F layer, one atom per surface Re, above a rigid four-layer fcc Re(100) slab, computed with Ansatz 0.2.0 (PBEsol, PAW, scalar-relativistic, no spin polarisation). Heights count from the top Re plane, energies per F atom from the relaxed height; positive forces point outward. Cutoff 420 eV, 10×10×1 k mesh, Gaussian smearing of 0.1 eV, dipole correction.

```
height (Å)  energy (eV)  force along normal (eV/Å)
     1.304        14.02                     81.329
     1.554         2.50                     21.526
     1.854         0.00                     -0.004
     2.154         0.88                     -4.474
     2.554         2.60                     -3.492
     3.054         3.83                     -1.612
     3.854         4.56                     -0.464
     4.854         4.81                     -0.127
```

The energy curve has a single minimum, at a height of 1.854 Å, and is strongly lopsided about it. Pushing the fluorine 0.55 Å closer to the rhenium costs 14 eV. Lifting it by 3 Å, more than five times as far, costs less than 5 eV. The bond resists compression far more strongly than it resists stretching, and the reason lies in how fast attraction and repulsion change with distance.

The force tells the same story in another form. A positive value pushes the fluorine away from the surface, and a negative value pulls it back. Between any two neighbouring rows, minus the change of energy divided by the step in height gives a mean force that lies between the forces at the two ends. The two result columns therefore describe one smooth curve, with the energy as the area under the force. Among the rows, the pull is strongest at 2.154 Å, not at the minimum, where push and pull cancel.

The moving object is a complete fluorine layer. Each rhenium atom of the top plane carries one fluorine directly above it, and all of them rise together while the metal stays rigid. The energies count per fluorine atom, but they belong to a dense layer and not to a lone atom on a bare surface. The two can differ, because charges on neighbouring fluorines act on one another and on the metal together. The table holds no second coverage to show by how much.

Two effects of different reach

A fluorine atom lacks one electron for a filled shell, and the metal can share one with it. The energy gained depends on how well the fluorine and rhenium orbitals overlap. As the atom approaches, the overlap grows and the bond strengthens. The sharing is uneven, because fluorine draws charge towards itself, so part of the attraction is electrostatic. The simple picture used here does not treat that part separately and lets the whole attraction follow the overlap.

The same approach also brings filled shells into contact. Electrons of equal spin may not occupy the same state, so overlapping filled orbitals must distort to stay distinct, which raises their kinetic energy. For modest overlap this cost grows roughly as the square of the overlap, while the gain from a strong bond is taken to grow in proportion to the overlap itself. The repulsive force is therefore negligible at long range, balances the attractive force at the minimum and wins quickly inside it.

This picture gives a simple formula. Let x be the height minus 1.854 Å, and let S be the overlap relative to its value at the minimum. Orbital tails fall off nearly exponentially, so

S = exp(−a x)

where a measures how steeply the overlap falls. With a repulsion P S² and an attraction −Q S, the energy is lowest at S = 1 only if Q = 2P. Counting the energy from that lowest point then gives the Morse curve,

E = D (1 − S)²

where D, equal to P, is the energy needed to lift the layer completely. The force is minus the slope of this energy:

F = −2 D a S (1 − S)

The lopsidedness follows directly. For equal steps h inward and outward, the formula makes the inward energy larger by the factor exp(2ah), and the inward force larger by exp(3ah). The ratio between the two directions thus grows exponentially with the size of the step. It is already plain at a few tenths of an ångström.

An estimate from two rows

The rows at 1.554 and 2.154 Å lie 0.3 Å to either side of the minimum, so they yield the steepness by hand. Their energies are 2.50 and 0.88 eV, hence

a = ln(2.50 / 0.88) / (2 × 0.3 Å) = 1.74 per Å

The forces in the same two rows, 21.526 and 4.474 eV/Å in size, give

a = ln(21.526 / 4.474) / (3 × 0.3 Å) = 1.75 per Å

The agreement shows that the two columns are consistent, but it does not single out the Morse form. The forces are slopes of the same energy curve, and for small steps any smooth lopsided well gives nearly the same steepness from both.

The depth follows from the outer of the two energies:

D = 0.88 eV / (1 − exp(−1.74 × 0.3))² = 5.3 eV

The last row of the table, which played no part in this estimate, stands at 4.81 eV and is still rising slightly. On this curve, two points close to the minimum thus come within about a tenth of the far plateau. One curve cannot show that the same holds for other bonds. The plateau itself lies too high because spin is left out, as discussed below, so part of the agreement may be luck.

How far the formula carries

A least-squares fit of the Morse energy to the five rows outside the minimum gives D = 4.81 eV and a = 1.88 per Å. It follows those five energies to about 0.03 eV. The two rows on the wall were kept out of the fit, and there the formula comes out about a tenth too high, in energy as well as in force. A curve adjusted only to the stretched bond therefore reproduces its resistance to compression fairly well.

The fitted values also show why the pull peaks where it does. At the minimum the two effects cancel, and far away both have died out, so the net attraction must be greatest in between. In the Morse form this happens at S = 1/2, a distance ln 2 / a outside the minimum, which puts the peak near 2.2 Å. The strength of the pull there is D a / 2, or 4.81 × 1.88 / 2 ≈ 4.5 eV/Å, close to the largest pull in the table. A deeper well or a faster decay of the overlap would make this peak stronger, and a faster decay would also move it closer to the minimum.

The success of the formula is not proof of the orbital picture behind it. The Rydberg form, in which the energy rises as 1 − (1 + a x) exp(−a x) with its own steepness a, was fitted to the same five rows and does nearly as well. In the innermost row it falls 8 % below the calculated energy, whereas the Morse curve lies 12 % above it. What the numbers establish is a short-ranged bond with a much steeper wall. That the wall comes from repulsion growing as the square of the overlap is an argument from theory.

The innermost row

At 1.304 Å the surface differs from that at the minimum in more than energy. The electric dipole of the slab has the opposite sign, as it already has at 1.554 Å, and the work function on the fluorine side has dropped to about 1.4 eV, from 7.4 eV at the minimum. Both changes fit a negatively charged fluorine being pushed inward: its charge moves towards the metal, and the barrier that keeps electrons inside the surface becomes lower. The work function even falls below the 5.0 eV of the bare side. A negative layer outside the metal cannot do that alone, so the other electrons of the surface must rearrange as well.

This lower barrier may affect the quality of the calculation. The program's output for the row at 1.304 Å warns that the vacuum is too thin and that electrons may spill into it, while the outputs at 1.554 and 1.854 Å carry no such warning. The electron density in the vacuum is indeed more than a hundred times higher at 1.304 Å than at 1.554 Å. So short a Re–F distance may also strain the atomic datasets, whose spheres are meant to overlap little. In all rows, moreover, these datasets were made for the PBE functional and not for PBEsol, a mismatch that may matter most where the atoms are pressed together. The steep wall itself is beyond doubt, since it is already evident in the next row. The exact value of 14 eV deserves less trust, and the misfit of the two formulas there should not be read as a precise measure of the repulsion.

The far end of the curve

At the other end the Morse curve fades too early. In the last row the calculated pull is 0.127 eV/Å, about twice what the fitted formula predicts. Between the last two rows the pull falls at a rate of 1.3 per Å, more slowly than the single exponential of the model. If this decay continued, the energy would rise by only about 0.1 eV beyond the last row. It would then be close to its plateau even though the force has not vanished.

One likely source of the long tail is the treatment of spin. A free fluorine atom has one unpaired electron, but the calculation forces equal numbers of up and down electrons everywhere. Near the metal this restriction may matter little, because the electron is shared in the bond. As the bond breaks, the restricted energy climbs above the true one, and this extra climb appears as extra pull. A second likely source is the functional. PBEsol, like other functionals of its kind, tends to leave a fraction of an electron on a distant fluorine that should be neutral, and the metal attracts this charge. A real slowing of the overlap decay at large distance would act in the same direction, and the table does not separate these causes. Too thin a vacuum is an unlikely cause, since the outputs for the last two rows carry no warning and show a low electron density in the vacuum.

The charge on the layer

The Re–F bond is polar near the minimum. Between 1.554 and 1.854 Å the dipole changes as if each fluorine moved with a charge of about −0.5 e, and the work function of the covered side at the minimum exceeds that of the bare side, 7.4 against 5.0 eV. This effective charge includes the response of the metal's electrons, so it is not a count of electrons on the atom. Together with the raised work function, it supports the view that fluorine draws negative charge towards itself.

It is tempting to carry this picture outward and imagine a fluoride ion held by its image charge in the metal. For a complete layer the electrostatics is different. A charged sheet facing a metal behaves like one plate of a capacitor, whose pull on the other plate does not weaken with distance. With q the charge per fluorine in units of e, and A = 2.744² Å² = 7.53 Å² the area per fluorine, the pull on each atom is

F = 2π × 14.4 eV Å × q² / A ≈ 12 eV/Å × q²

A layer that kept half an electron per atom would thus feel a pull of about 3 eV/Å at any height. Lifting it would cost some 3 eV for every further ångström, and the curve would never level off. The calculated curve does level off. Read in reverse, the last force of 0.127 eV/Å allows at most about a tenth of an electron per fluorine, provided no remaining repulsion hides part of the electrostatic pull. In this picture the layer keeps little charge once it is far out, as one would expect, since keeping plates charged while they separate costs ever more energy. Any fraction of an electron that the functional leaves on the layer should therefore shrink as the gap widens. The pull it causes would fade more slowly than an exponential, so the energy still to come could exceed the 0.1 eV estimated above. The charge itself was not computed for the last rows.

What the plateau measures

The plateau near 4.8 eV is the cost of lifting a dense, spin-restricted fluorine layer from a rigid metal. Because the lifted atoms lie too high without spin, it probably overstates the cost of lifting even this layer. PBEsol also tends to bind atoms too strongly, which would act in the same direction. The lifted fluorines also remain close neighbours of one another, so the end point is not a set of free atoms. The metal is also a thin slab cut from cubic rhenium, whereas ordinary rhenium is hexagonal, and its atoms do not relax as the fluorine departs. The value should therefore not be read as the desorption energy of a fluorine atom. The shape of the curve is the more dependable result: a hard wall, a strongest pull a few tenths of an ångström outside the minimum, and an attraction that has largely faded 2 Å further out.
